\section*{Appendix: Real part of the Lindhard function for magnesium at 10 eV loss}

The quantity estimated here is the real part of the density response $\chi_0(q,\omega)$ of free electrons at the valence density of magnesium. The energy transfer is $\hbar\omega=10$~eV, and the wave vector is $q_1$, the point at which this energy first enters the particle--hole continuum as $q$ grows.

The conventions are as follows. A potential energy $\delta U\,e^{i\mathbf{q}\cdot\mathbf{r}-i\omega t}$ acting on independent electrons induces the number density $\delta n=\chi_0\,\delta U$, with both spin directions counted. The static $\chi_0$ is therefore negative. The dielectric function in the random-phase approximation (RPA) is $\epsilon=1-v_q\chi_0$, with $v_q=4\pi\tilde e^2/q^2$ and $\tilde e^2=e^2/4\pi\varepsilon_0$. The mass is the free-electron mass $m$, and $T=0$ unless stated otherwise. The material inputs are two valence electrons per atom and the approximate hcp lattice constants $a=3.21$~\AA\ and $c=5.21$~\AA.

\subsection*{A.1 Estimate by hand}

The rounded constants are $\hbar^2/m\approx7.6$~eV\,\AA$^2$ and $\tilde e^2\approx14.4$~eV\,\AA. An atom occupies about 23~\AA$^3$, so $n\approx2/23\approx0.087$~\AA$^{-3}$. With $3\pi^2\approx30$ the Fermi wave vector is $k_F\approx(30\times0.087)^{1/3}\approx1.4$~\AA$^{-1}$, and $\hbar v_F\approx7.6\times1.4\approx10.6$~eV\,\AA.

The most energetic pair with momentum $\hbar q$ starts from an electron on the Fermi surface that moves along $\mathbf{q}$. It costs $\hbar v_Fq+\hbar^2q^2/2m$. At $q=0.75$~\AA$^{-1}$ the first term is about 8~eV, the second is 2.1~eV and the sum is 10.1~eV, so $q_1\approx0.75$~\AA$^{-1}$.

At this wave vector no pair costs more than the driving quantum, and every electron is driven from above its resonance. A free charge driven at frequency $\omega$ responds through its inertia alone. The equation of motion $m\dot{\mathbf{v}}=-\nabla\delta U$ and the continuity equation $\partial_t\delta n=-n\nabla\cdot\mathbf{v}$ give
\begin{equation}
\chi_D=\frac{n\,(\hbar^2/m)\,q^2}{(\hbar\omega)^2}\approx\frac{0.087\times7.6\times0.75^2}{10^2}\approx3.7\times10^{-3}\ \mathrm{eV^{-1}\AA^{-3}} .
\label{eq:drude}
\end{equation}
The sign is positive, opposite to the static response. Two corrections look harmless at this level of reasoning. The recoil energy acts as a resonance frequency and changes the result by about $(2.1/10)^2\approx0.04$. The Doppler shift $\mathbf{q}\cdot\mathbf{v}$ averages to zero over the Fermi sphere. With $v_q\approx3.2\times10^{2}$~eV\,\AA$^3$ one finds $v_q\chi_D\approx1.2$ and $\mathrm{Re}\,\epsilon\approx-0.2$. This is the value $1-\omega_p^2/\omega^2$ for a plasma energy $\hbar\omega_p\approx11$~eV.

\subsection*{A.2 Closed form and careful evaluation}

First-order perturbation theory for plane waves with occupations $f_{\mathbf{k}}$ gives the expression of Lindhard (1954),
\begin{equation}
\chi_0=2\int\!\frac{d^3k}{(2\pi)^3}\,\frac{f_{\mathbf{k}}-f_{\mathbf{k}+\mathbf{q}}}{\hbar\omega+\varepsilon_{\mathbf{k}}-\varepsilon_{\mathbf{k}+\mathbf{q}}+i0}
=2\int\!\frac{d^3k}{(2\pi)^3}\,f_{\mathbf{k}}\left[\frac{1}{\hbar\omega-\Delta+i0}-\frac{1}{\hbar\omega+\Delta+i0}\right],
\label{eq:def}
\end{equation}
where $\Delta=\varepsilon_{\mathbf{k}+\mathbf{q}}-\varepsilon_{\mathbf{k}}$, and the term in $f_{\mathbf{k}+\mathbf{q}}$ was relabelled by $\mathbf{k}+\mathbf{q}\to-\mathbf{k}$. Define
\begin{equation}
z=\frac{q}{2k_F},\qquad u=\frac{\omega}{qv_F},\qquad x=\frac{\mathbf{k}\cdot\mathbf{q}}{qk_F},\qquad N(0)=\frac{mk_F}{\pi^2\hbar^2}=\frac{3n}{2E_F},
\end{equation}
so that $\Delta=\hbar qv_F\,(z+x)$. The integrand depends on $\mathbf{k}$ only through $x$. A slice of the Fermi sphere at fixed $x$ is a disc of area proportional to $1-x^2$, and the fraction of electrons per unit $x$ is $p(x)=\tfrac34(1-x^2)$ on $[-1,1]$. Since $\tfrac34\,n/\hbar qv_F=N(0)/8z$,
\begin{equation}
\frac{\chi_0}{N(0)}=\frac{1}{8z}\int_{-1}^{1}\!dx\,(1-x^2)\left[\frac{1}{u-z-x+i0}-\frac{1}{u+z+x+i0}\right].
\label{eq:slice}
\end{equation}
The substitution $x\to-x$ in the second term reduces both principal values to one function. Writing $1-x^2=(1-\nu^2)+(\nu-x)(\nu+x)$ gives
\begin{equation}
h(\nu)=\mathrm{P}\!\int_{-1}^{1}\!dx\,\frac{1-x^2}{\nu-x}=(1-\nu^2)\ln\left|\frac{\nu+1}{\nu-1}\right|+2\nu ,
\label{eq:h}
\end{equation}
and $\mathrm{Re}\,\chi_0=[N(0)/8z]\,[h(u-z)-h(u+z)]$. The linear terms contribute $-4z/8z=-\tfrac12$. Reversing the sign of $\nu$ inverts the argument of the logarithm, so that
\begin{equation}
\mathrm{Re}\,\chi_0=-N(0)\left\{\frac12+\frac{1}{8z}\left[\bigl(1-(z-u)^2\bigr)\ln\left|\frac{z-u+1}{z-u-1}\right|+\bigl(1-(z+u)^2\bigr)\ln\left|\frac{z+u+1}{z+u-1}\right|\right]\right\}.
\label{eq:closed}
\end{equation}

Each logarithm diverges only where its prefactor vanishes linearly, and $h(\pm1)=\pm2$. The function is therefore continuous for every $q>0$. Its slope is unbounded, because
\begin{equation}
h'(\nu)=4-2\nu\ln\left|\frac{\nu+1}{\nu-1}\right|
\label{eq:slope}
\end{equation}
tends to $-\infty$ on both sides of $\nu=\pm1$. On the lines $|z-u|=1$ and $|z+u|=1$ the function thus has a vertical tangent and keeps its direction of change. Continuity fails at the origin of the $(q,\omega)$ plane. For $z\to0$ at fixed $u$ the result is $-N(0)h'(u)/4$, that is
\begin{equation}
\mathrm{Re}\,\chi_0\to N(0)\left[\frac{u}{2}\ln\left|\frac{u+1}{u-1}\right|-1\right],
\label{eq:smallq}
\end{equation}
which depends on the direction of approach. It equals $-N(0)$ at $u=0$, falls as $N(0)/3u^2$ at large $u$ and diverges at $u=1$. The large-$u$ form is Eq.~\eqref{eq:drude}, since $\chi_D=N(0)/3u^2$ identically.

The numbers below are carried unrounded from the inputs. The volume per atom is $\sqrt3a^2c/4=23.25$~\AA$^3$. This gives $n=0.0860$~\AA$^{-3}$, $r_s=2.66$ bohr, $k_F=1.366$~\AA$^{-1}$, $E_F=7.11$~eV, $\hbar v_F=10.41$~eV\,\AA, $N(0)=0.01816$~eV$^{-1}$\AA$^{-3}$ and $\hbar\omega_p=10.89$~eV. At fixed loss the product $zu=\hbar\omega/4E_F=0.352$ is constant. The condition $u-z=1$ gives $z_1=\tfrac12[\sqrt{1+\hbar\omega/E_F}-1]=0.276$, $u_1=1.276$ and $q_1=0.753$~\AA$^{-1}$. The condition $z-u=1$ gives the far edge of the continuum at 3.48~\AA$^{-1}$. The line $z+u=1$ requires $z(1-z)=zu$, which cannot exceed $\tfrac14$. It exists only for $\hbar\omega\le E_F$ and is never met at 10~eV.

On the edge $u=1+z$ the first logarithmic term of Eq.~\eqref{eq:closed} vanishes, and $1-(1+2z)^2=-4z(1+z)$, so
\begin{equation}
\frac{\mathrm{Re}\,\chi_0}{N(0)}\bigg|_{u=1+z}=\frac{1+z}{2}\ln\left(1+\frac1z\right)-\frac12 .
\label{eq:edge}
\end{equation}
For $z=z_1$ the logarithm is 1.532 and the right-hand side is 0.477. Hence
\begin{equation}
\mathrm{Re}\,\chi_0(q_1,10~\mathrm{eV})=8.66\times10^{-3}\ \mathrm{eV^{-1}\AA^{-3}},\qquad v_q\,\mathrm{Re}\,\chi_0=2.76,\qquad \mathrm{Re}\,\epsilon=-1.76 .
\end{equation}
The table follows the 10~eV line through the edge. It lists the ratio $R=\mathrm{Re}\,\chi_0/\chi_D=3u^2\,\mathrm{Re}\,\chi_0/N(0)$ and $\mathrm{Re}\,\epsilon=1-(\omega_p/\omega)^2R$, with $(\omega_p/\omega)^2=1.186$.
\begin{center}
\begin{tabular}{cccc}
\hline
$q$ (\AA$^{-1}$) & $\mathrm{Re}\,\chi_0/N(0)$ & $R$ & $\mathrm{Re}\,\epsilon$\\
\hline
0.30 & 0.035 & 1.06 & $-0.26$\\
0.50 & 0.110 & 1.22 & $-0.45$\\
0.70 & 0.305 & 1.72 & $-1.05$\\
$q_1$ & 0.477 & 2.33 & $-1.76$\\
0.80 & 0.578 & 2.50 & $-1.97$\\
1.00 & 0.312 & 0.86 & $-0.03$\\
\hline
\end{tabular}
\end{center}
For $u>1+z$ the ratio $R$ exceeds one, as shown below, so $\mathrm{Re}\,\epsilon$ stays negative for $q<q_1$, and the model has no undamped plasmon at 10~eV. Inside the continuum $\mathrm{Re}\,\epsilon$ changes sign at $q=1.00$~\AA$^{-1}$. For $z+u>1$ and $|u-z|<1$ only the first pole of Eq.~\eqref{eq:slice} lies in the range of integration, so $\mathrm{Im}\,\chi_0=-(\pi N(0)/8z)[1-(u-z)^2]$. At $q=1.00$~\AA$^{-1}$ this gives $\mathrm{Im}\,\epsilon=2.28$, and the zero of the real part marks no collective mode.

\subsection*{A.3 Why the two results differ by a factor 2.3}

Rounding plays almost no part. With unrounded inputs $\chi_D(q_1)=3.72\times10^{-3}$~eV$^{-1}$\AA$^{-3}$, within one per cent of the hand value. The whole discrepancy is the factor $R=2.33$, and it comes from treating the electrons as if they were at rest.

Let $s=z+x=\Delta/\hbar qv_F$, and let $\langle\cdot\rangle$ denote the average with $p(x)$. Outside the continuum Eq.~\eqref{eq:slice} becomes
\begin{equation}
R=\frac1z\left\langle s\,\frac{u^2}{u^2-s^2}\right\rangle=\sum_{j=0}^{\infty}T_j,\qquad T_j=\frac{\langle s^{2j+1}\rangle}{z\,u^{2j}},
\label{eq:series}
\end{equation}
which converges for $u\ge1+z$. With $\langle x^2\rangle=\tfrac15$ and $\langle x^4\rangle=\tfrac3{35}$,
\begin{equation}
T_0=1,\qquad T_1=\frac{z^2+\tfrac35}{u^2},\qquad T_2=\frac{z^4+2z^2+\tfrac37}{u^4}.
\end{equation}
The hand estimate is $T_0$. Its recoil correction is the term $z^2/u^2=(\hbar q^2/2m\omega)^2=0.047$, which it sized correctly. The Doppler shift does cancel in $\langle s\rangle=z$, as assumed. It survives in $\langle s^3\rangle$ through $3z\langle x^2\rangle$, and the resulting term $\tfrac35(qv_F/\omega)^2=0.369$ is about eight times the recoil term. The proper expansion parameter is $qv_F/\omega$, and $\hbar q_1v_F=7.84$~eV is close to the loss itself.

The first correction does not close the gap either. At the edge $T_1,\dots,T_4$ are 0.415, 0.221, 0.136 and 0.092, and the partial sums are 1.415, 1.637, 1.773 and 1.864. A remainder of 0.465 is left for $j\ge5$. High moments are dominated by $x\to1$, where $p\simeq\tfrac32(1-x)$ and $s^{M}\simeq(1+z)^{M}e^{-M(1-x)/(1+z)}$, so that $\langle s^{M}\rangle\simeq\tfrac32(1+z)^{M+2}/M^2$. At $u=1+z$ the geometric factor cancels, and
\begin{equation}
T_j\simeq\frac{3u^3}{8z}\,\frac{1}{j^2}=\frac{2.82}{j^2}\qquad(j\gg1).
\end{equation}
The sum converges, which expresses the continuity of $\mathrm{Re}\,\chi_0$ at the edge, but a hundred terms still fall short of $R$ by more than one per cent. A derivative with respect to $u$ multiplies $T_j$ by $-2j/u$ and produces a harmonic series, whose divergence is the logarithmic slope of Eq.~\eqref{eq:slope}.

The size of $R$ follows from the spectrum of allowed pairs. The function $s\,u^2/(u^2-s^2)$ is odd in $s$, so the contributions of $s$ and $-s$ in Eq.~\eqref{eq:series} can be combined, which removes the transitions into occupied states. For $z<1$ this gives
\begin{equation}
R=\int_0^{1+z}\!ds\,w(s)\,\frac{u^2}{u^2-s^2},\qquad
w(s)=\begin{cases}3s^2, & 0<s<1-z,\\[2pt] \dfrac{3s}{4z}\left[1-(s-z)^2\right], & 1-z<s<1+z.\end{cases}
\label{eq:weight}
\end{equation}
The weight $w$ is the distribution of oscillator strength. It is non-negative and integrates to one, which is the $f$-sum rule, and this proves $R>1$ outside the continuum. The hand estimate places all strength at zero energy. The mean of $s^2/u^2$ over $w$ is $T_1$, which corresponds to a root-mean-square pair energy of 6.4~eV. A single oscillator at that energy gives $1/(1-T_1)=1.71$, and this is a lower bound on $R$ because $1/(1-y)$ is convex in $y$. The remaining factor of 1.36 comes from the spread of the strength up to 10~eV. Pairs below $(1-z_1)\hbar q_1v_F=5.68$~eV carry the fraction $(1-z_1)^3=0.380$ of the strength and contribute 0.476 to $R$, a mean enhancement of 1.25. Pairs between 5.68 and 10~eV carry 0.620 and contribute 1.853, a mean enhancement of 2.99. The result stays finite because $w$ vanishes linearly at $s=u$, where the denominator vanishes.

Recoil matters more than its share of $T_1$ suggests. The recoil-free form, Eq.~\eqref{eq:smallq}, gives $R=1.69$ at $u=u_1$, since there the fastest pair lies at 7.84~eV. Recoil lifts the top of the spectrum onto the driving energy and raises $R$ from 1.69 to 2.33.

The contrast is larger in $\mathrm{Re}\,\epsilon$ than in $\chi_0$. At 10~eV the inertial value $1-1.186=-0.186$ is a small difference of two numbers near one, and multiplying the second by 2.33 moves it to $-1.76$. The vertical tangent also makes the result sensitive to $q$. At $q=0.75$~\AA$^{-1}$, only 0.4 per cent below $q_1$, Eq.~\eqref{eq:closed} gives $8.21\times10^{-3}$~eV$^{-1}$\AA$^{-3}$ and $R=2.23$, which is 5 per cent lower in $\chi_0$.

\subsection*{A.4 Size of the neglected effects}

The three-figure values above belong to the free-electron model with the stated inputs. For the metal fewer figures are meaningful.

Temperature is unimportant. At 300~K, $k_BT/E_F=0.0036$. The thermal $\chi_0$ is the average of the zero-temperature result over Fermi energies $E_F(1+y)$ with the weight $-\partial f/\partial\varepsilon$. At $q_1$ and 10~eV the singular part is proportional to $y\ln|y|$, which is odd in $y$, so no term linear in $T$ arises, and at fixed density the shift stays below $10^{-4}N(0)$. Thermal expansion does more. The measured mean linear coefficient of polycrystalline magnesium is $24.7\times10^{-6}$~K$^{-1}$ (293~K, as listed by Kaye and Laby Online, NPL). It lowers $k_F$ by 0.25 per cent over 100~K and changes the edge value of Eq.~\eqref{eq:edge} by $-0.0012$.

Broadening acts in first order. The lattice potential and finite lifetimes blur the edge, and a crude model of this is the replacement $\hbar\omega\to\hbar\omega+i\eta$, or $\nu=1+i\delta$ with $\delta=\eta/\hbar qv_F$. Then $1-\nu^2\simeq-2i\delta$, the logarithm acquires the phase $-i\pi/2$, and $\mathrm{Re}\,h$ falls by $\pi\delta$. For an illustrative $\eta=0.3$~eV one has $\delta=0.038$ and a leading shift $-\pi\delta/8z_1=-0.0545$. The full integral, Eq.~\eqref{eq:slice} at the complex frequency, gives 0.43 in place of 0.477, a reduction by about a tenth.

Exchange and correlation leave $\chi_0$ unchanged by definition and alter $\epsilon$. With a local-field factor $G$ the dielectric function for an external test charge is $\epsilon=1-v_q\chi_0/(1+Gv_q\chi_0)$. The static model form of Hubbard, $G=q^2/[2(q^2+k_F^2)]$, equals 0.12 at $q_1$ and gives $\epsilon=-1.1$. The shift of 0.67 from the RPA value is 43 per cent of the 1.58 that separates the RPA value from the inertial one. A static $G$ at 10~eV indicates the size of this effect and does not fix it. Polarisation of the Mg$^{2+}$ cores, with a typical polarisability volume of 0.09~\AA$^3$ and $n/2$ ions per unit volume, adds about 0.05 to $\epsilon$. The factor 2.3 in $\chi_0$ is thus a firm property of the free-electron response at the continuum edge, reduced by about a tenth at the broadening assumed, while $\mathrm{Re}\,\epsilon$ there lies between $-1.1$ and $-1.8$ for the two treatments of the interaction considered.